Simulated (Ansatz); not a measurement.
A ladder of methods for SiSe (SMILES [Si][Se])

SiSe: 2 atoms, total charge 0, spin state singlet. SMILES: `[Si][Se]`. Geometry: a GFN2-xTB relaxation, a rough one for these elements and not checked as a minimum.

```xyz
2

Si    0.0000    0.0000    0.0000
Se    0.0000    0.0000    2.1245
```

Each level gives the electronic atomisation energy (eV). The values are calculated. Electronic energies at fixed atoms, without zero-point motion or spin-orbit coupling.

```csv
level,kind,program,value (eV),less FCI/STO-3G,CPU time (all runs)
HF/STO-3G,Hartree–Fock,Ansatz,4.02,-2.20,0.28 s
SVWN5/STO-3G,LDA,Ansatz,8.63,+2.41,1.8 s
PBE0/STO-3G,global hybrid,Ansatz,7.14,+0.92,1.9 s
wB97X/STO-3G,range-separated hybrid,Ansatz,6.53,+0.31,9.5 s
MP2/STO-3G,perturbation theory,Ansatz,5.98,-0.24,0.32 s
CCSD/STO-3G,coupled cluster or CI,Ansatz,5.92,-0.30,0.48 s
CCSDTQ/STO-3G,coupled cluster or CI,Ansatz,6.23,+0.01,21 s
FCI/STO-3G,exact in the basis,Ansatz,6.22,0.00,0.87 s
```

FCI/STO-3G is exact within its basis and frozen core, so for wave-function methods in that basis the difference is their error; functionals converge differently with the basis, so for them it is only a difference. All-electron rows without a relativistic Hamiltonian named are non-relativistic. The values span 4.02 to 8.63 eV. All rows use very small basis sets, so even the best lies far from the true value. In the correlated wave-function rows the outer d shell of Se is correlated, in sets not made for it. CPU times are rough (shared hosts, several kinds of processor): they show what a rung costs within a factor of a few.

Electron correlation supplies a large part of the computed binding in SiSe: Hartree–Fock gives 4.02 eV, against 6.22 eV for full CI. SiSe is a heavier valence analogue of CO, with one σ and two π bonding pairs. The diffuse p orbitals overlap only modestly in the π bonds, leaving the π* levels low, so excitations into them matter far more in the molecule than in the separated high-spin atoms. A single determinant also overweights ionic configurations as the bond pairs separate.

MP2 recovers most of the missing binding, but the wave-function series doesn't improve at every step. CCSD falls slightly further below full CI than MP2 does, which suggests that MP2 gains from a cancellation of errors. CCSDTQ all but closes the gap, so connected excitations beyond doubles count here, though the separate shares of triples and quadruples remain undetermined.

Among the functionals, LDA binds most strongly and wB97X least, probably because the local density form favours the more uniform density of the molecule over that of the free atoms.
